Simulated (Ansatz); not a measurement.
# Ligand exchange: CBr3Cl + GeH3Cl → CBr2Cl2 + GeH3Br

Gas-phase species: CBr3Cl (tribromochloromethane) `ClC(Br)(Br)Br`, singlet; GeH3Cl (chlorogermane) `[Cl][GeH3]`, singlet; CBr2Cl2 (dibromodichloromethane) `ClC(Cl)(Br)Br`, singlet; GeH3Br `[GeH3][Br]`, singlet. The partners trade Br for Cl: C–Br and Ge–Cl bonds give way to C–Cl and Ge–Br.

Shapes, held fixed at every level: PBE0-D4/def2-TZVP. Programs: Ansatz 0.2.0. The zero-point and thermal change to 298 K, harmonic and unscaled (PBE0-D4/def2-TZVP), is +0.2 kJ/mol.

| level | kind | ΔH(298 K) (kJ/mol) | less CCSD(T)/def2-TZVPP |
| --- | --- | --- | --- |
| HF/def2-TZVPP | Hartree–Fock | -9.5 | -7.1 |
| BHLYP-D4/def2-TZVPP | global hybrid | -5.7 | -3.3 |
| PBE0-D4/def2-TZVPP | global hybrid | -7.6 | -5.2 |
| MP2/def2-SVP | perturbation theory | -7.6 | -5.2 |
| MP2/def2-TZVPP | perturbation theory | +0.3 | +2.7 |
| CCSD(T)/def2-SVP | coupled cluster or CI | -8.7 | -6.3 |
| CCSD(T)/def2-TZVPP | coupled cluster or CI | -2.4 | 0.0 |

The highest level, CCSD(T)/def2-TZVPP, gives ΔH(298 K) = -2.4 kJ/mol; the levels span -9.5 to +0.3. That is about zero within the method's error. They disagree on the sign: 1 of 7 are positive. The column of differences is taken from that level and isn't an error. No measured value is set beside it here. Relativity is left out for Br, Ge. Outer-core shells of Br, Ge are correlated, in sets that cover them unevenly.

The exchange is nearly thermoneutral because what carbon gains by trading bromine for the smaller, more strongly bound chlorine is largely offset by what germanium loses in the opposite trade. Relief of crowding among the bromines on carbon probably helps the forward direction, while germanium's strong, polar bond to chlorine holds it back. With vibrational and thermal terms almost cancelling, the small remainder is electronic.

In the larger basis, correlation moves the balance towards the reactants: Hartree–Fock gives -9.5 kJ/mol, CCSD(T) -2.4 and MP2 +0.3. One possible reason is the loss of dispersion between polarisable halogens on the same carbon, which MP2 tends to overestimate; core–valence correlation may also contribute. Enlarging the basis shifts both MP2 and CCSD(T) the same way, by amounts comparable to the reaction enthalpy itself, so the agreement of PBE0 with small-basis MP2 is no sign of accuracy. The results support a close balance of bond energies, not a clear halogen preference, and the enthalpy alone doesn't fix the equilibrium composition.
